A process engineer who looks up the orbital gap of a molecule may take it for a property of that molecule. For the short chain of boron, tin and silicon atoms below, the gap runs from 2.87 to 9.57 eV, though neither the molecule nor its geometry changes. Only the functional does, that is, the approximate recipe for exchange and correlation among the electrons.

Frontier orbital energies and gaps of gas-phase BH9Si2Sn (SMILES [BH2][SnH2][SiH2][SiH3]), calculated with Ansatz 0.2.0 using restricted Kohn–Sham theory and the def2-TZVPP basis. All functionals use the same PBE0-D4/def2-TZVP geometry, with a def2 core potential on tin.

| functional | class | exact exchange, short range (%) | exact exchange, long range (%) | HOMO (eV) | LUMO (eV) | gap (eV) |
| --- | --- | --- | --- | --- | --- | --- |
| SPW92 | LDA | 0 | 0 | -6.65 | -3.78 | 2.87 |
| PBE-D4 | GGA | 0 | 0 | -6.52 | -3.52 | 3.00 |
| revPBE-D4 | GGA | 0 | 0 | -6.47 | -3.41 | 3.06 |
| BLYP-D4 | GGA | 0 | 0 | -6.35 | -3.34 | 3.01 |
| r2SCAN-D4 | meta-GGA | 0 | 0 | -6.74 | -3.21 | 3.53 |
| B97M-V | meta-GGA | 0 | 0 | -6.83 | -3.35 | 3.48 |
| r2SCANh-D4 | global hybrid | 10 | 10 | -7.09 | -2.88 | 4.21 |
| B3LYP-D4 | global hybrid | 20 | 20 | -7.28 | -2.76 | 4.52 |
| PBE0-D4 | global hybrid | 25 | 25 | -7.48 | -2.58 | 4.91 |
| r2SCAN0-D4 | global hybrid | 25 | 25 | -7.62 | -2.40 | 5.22 |
| HSE06-D4 | screened hybrid | 25 | 0 | -7.10 | -2.95 | 4.15 |
| BHLYP-D4 | global hybrid | 50 | 50 | -8.31 | -1.54 | 6.77 |
| CAM-B3LYP-D4 | range-separated | 19 | 65 | -8.64 | -1.48 | 7.16 |
| LC-wPBE | range-separated | 0 | 100 | -9.89 | -0.32 | 9.57 |
| wB97X-V | range-separated | 17 | 100 | -9.58 | -0.44 | 9.14 |
| wB97M-V | range-separated | 15 | 100 | -9.40 | -0.70 | 8.70 |

HOMO and LUMO are the highest filled and the lowest empty orbital, and the gap is the energy between them. The first six functionals are semilocal: they work out exchange from the density and related quantities at each point in space. The others take a share of exact exchange, which is computed from the orbitals themselves. That share may depend on how far apart two electrons are, hence the two columns for short and long range. The shares belong to the definition of each functional and are rounded to whole per cent. The switching distances used below belong to it too, but they are recalled usual values and not part of the table. The ending D4 marks a dispersion correction that leaves the orbitals alone, and it is dropped from here on.

Three explanations of the gap deserve a hearing. It may follow the short-range share, which is a tempting guess because electrons repel each other most when they are close. It may follow the long-range share. Or it may follow the amount of electron repulsion that exact exchange handles, counted over all distances.

**(a) Can either share, taken alone, explain the gaps?**

*Solution.* The short-range share looks convincing at first. Along r2SCAN, r2SCANh and r2SCAN0 it rises from zero to a quarter, and the gap grows from 3.53 through 4.21 to 5.22 eV. In these hybrids, however, the short-range and long-range shares are the same number. The series shows that exact exchange widens the gap, but it cannot tell at which distance the exchange acts.

LC-wPBE separates the two. It has no exact exchange at short range, yet it has the widest gap in the table. If the short-range share were in control, its gap would lie near that of PBE, at 3.00 eV. The short-range share is therefore the wrong guide once a functional treats near and far electrons differently.

The long-range share does better, since the three functionals with a full share have the three widest gaps. It fails on HSE06, which has no exact exchange at long range and still exceeds PBE by 1.15 eV. PBE, HSE06 and PBE0 form a clean set of steps, because they are built on the same semilocal form. A quarter of exact exchange at short range adds the 1.15 eV, and extending that quarter to long range adds another 0.76 eV. Both regions count, so the question becomes how to weigh them.

**(b) Why does exact exchange widen the gap, and does the reason account for the size of the step from HSE06 to PBE0?**

*Solution.* The reason lies in an electron's repulsion with itself. The classical repulsion of a charge cloud counts every electron as if it also repelled its own charge. Exact exchange removes this error for each filled orbital. An empty orbital has no such error to remove, because its electron is not yet part of the cloud.

A semilocal functional can have nearly the right total exchange energy and still divide the correction wrongly. It acts through a potential that does not ask whether an orbital is filled. The HOMO then gets too little of the correction, and the LUMO gets some that it should not have. Exact exchange puts this right by lowering the HOMO and raising the LUMO.

The size of the effect is easiest to find for the long-range part of the repulsion. Range-separated functionals write it as erf(ωr)/r, where r is the distance between two electrons and 1/ω is the distance at which the switch takes place. Far beyond 1/ω this is the ordinary repulsion 1/r. Well inside 1/ω it levels off at a constant, which we call c.

Suppose that c applies to every pair of electrons in the molecule. Exact exchange then lowers each filled orbital by c and leaves the empty ones where they are. The exchange energy is −c/2 per electron. A semilocal form that reproduces this energy lowers filled and empty orbitals alike by c/2. Replacing it by exact exchange moves the HOMO down by c/2 and the LUMO up by c/2, so the gap opens by c.

HSE06 switches at ω ≈ 0.11 per bohr, so 1/ω is about 9 bohr, or 5 Å. This is comparable with the length of the chain, and even at that distance the long-range repulsion has dropped by only a quarter. A constant is thus a fair first picture, and c is also an upper limit for this repulsion. With 27.2 eV for the atomic unit of energy, the estimate is

c = 2ω/√π ≈ 2 × 0.11 × 27.2 eV / 1.77 ≈ 3.4 eV.

PBE0 has a quarter of exact exchange in this region and HSE06 has none. In this picture the gap should therefore differ by at most a quarter of c, which is 0.84 eV before rounding. The calculated step is 0.76 eV, so the limit lies about a tenth above it. No orbital energy from the table enters this estimate.

The two orbitals test the picture separately. From HSE06 to PBE0 the HOMO falls by 0.38 eV and the LUMO rises by 0.37 eV, which is the even split that the argument requires. From PBE to LC-wPBE the shifts are far greater, 3.37 eV down and 3.20 eV up, but still nearly equal. Exact exchange does not merely deepen the filled level or push up the empty one.

**(c) Extend the estimate to any switching distance, check it on the gap of LC-wPBE, and compare the result with a simpler rule that gives each share its own fixed weight.**

*Solution.* LC-wPBE switches at ω ≈ 0.40 per bohr, so exact exchange takes over at only about 2.5 bohr. Many pairs of electrons are farther apart than that, and their repulsion is no longer constant. The natural replacement for c is an average of the repulsion over the distances that occur in the molecule. This step is an assumption of the model, whereas in (b) the repulsion could not exceed c whatever the distances.

Let the position of one electron relative to another be spread in space as a Gaussian, exp(−r²/s²), with s as its width. The average long-range repulsion is then

U = 2 × 27 eV / (√π × √(s² + 1/ω²)), with s and 1/ω in bohr.

For large 1/ω this returns the constant of (b). For 1/ω = 0 it gives the average of the whole repulsion, which we call U₀. The gap follows as

gap = semilocal gap + short-range share × (U₀ − U) + long-range share × U.

The width s comes from a single pair of rows. From PBE to PBE0 the gap opens by 4.91 − 3.00 = 1.91 eV for a quarter of exact exchange at all distances. A full share would open it by 1.91/0.25 = 7.64 eV, and this is U₀. It corresponds to s ≈ 4.0 bohr, an effective width that should not be read as the size of an orbital.

LC-wPBE took no part in setting s, although its semilocal starting point is PBE. The estimate for it runs as follows:

√(s² + 1/ω²) ≈ √(4.0² + 2.5²) ≈ 4.7 bohr,

U ≈ 2 × 27 eV / (1.8 × 4.7) ≈ 6.5 eV, with the unrounded √π.

The short-range share is zero and the long-range share is one, so the gap should be about 3.0 + 6.5 = 9.5 eV. The calculation gives 9.57 eV.

The same formula offers a reason why wB97X-V has a narrower gap than LC-wPBE, although it has as much exact exchange at long range and more at short range. It switches at ω ≈ 0.30 per bohr, which is farther out. More of the strong repulsion between near electrons is left to the semilocal part. The 17% of exact exchange at short range recovers only some of it. The formula gives 0.31 eV of the calculated difference of 0.43 eV. The semilocal parts of the two functionals differ as well, so the switching distance need not be the whole cause.

The simpler rule gives each per cent of short-range and of long-range exchange a fixed weight and ignores the switching distance. We obtain the two weights by least squares from the gap openings of the whole table, measured from r2SCAN or BLYP for their own families and from PBE otherwise. Even the best weights leave HSE06 0.72 eV too low. The rule treats "short range" as one region, but for HSE06 it reaches out to about 9 bohr and for wB97X-V only to about 3.3 bohr. A per cent of short-range exchange is worth much more in HSE06, because it covers more of the electron repulsion.

For the nine functionals with exact exchange other than PBE0, the distance-weighted rule has a root-mean-square error of 0.18 eV relative to the calculated gaps. The two fixed weights give 0.37 eV, although they were adjusted to these very functionals. The numbers thus favour weighting by distance. They do not single out the Gaussian, which was chosen because it makes the average simple.

Among these nine the distance-weighted rule is weakest for wB97M-V, where it overshoots the calculated gap by 0.44 eV. This functional and wB97X-V switch at the same distance and have nearly the same shares, yet their gaps also differ by 0.44 eV. That difference must come mainly from the rest of the functional, which was adjusted separately in each. PBE is only a stand-in for that part, and taking B97M-V instead raises the error to 0.92 eV.

The semilocal starting point matters even where there is no exact exchange. The gap of r2SCAN is 0.53 eV wider than that of PBE. Its potential depends on the orbitals through their kinetic-energy density, which is known to be able to widen gaps. To guess the gap for a functional that adds exact exchange to a known semilocal form, one therefore starts from that form and then asks how much repulsion exact exchange handles, and at what distances.

The widest gap is not automatically the best one. An orbital gap is properly compared with the energy to remove an electron minus the energy gained on adding one. Absorbing light takes less energy, because the excited electron and the hole it leaves behind attract each other. In a screening of candidate molecules, gaps from different functionals should not be put on one list, since here the choice of functional alone moves the gap by several electronvolts.
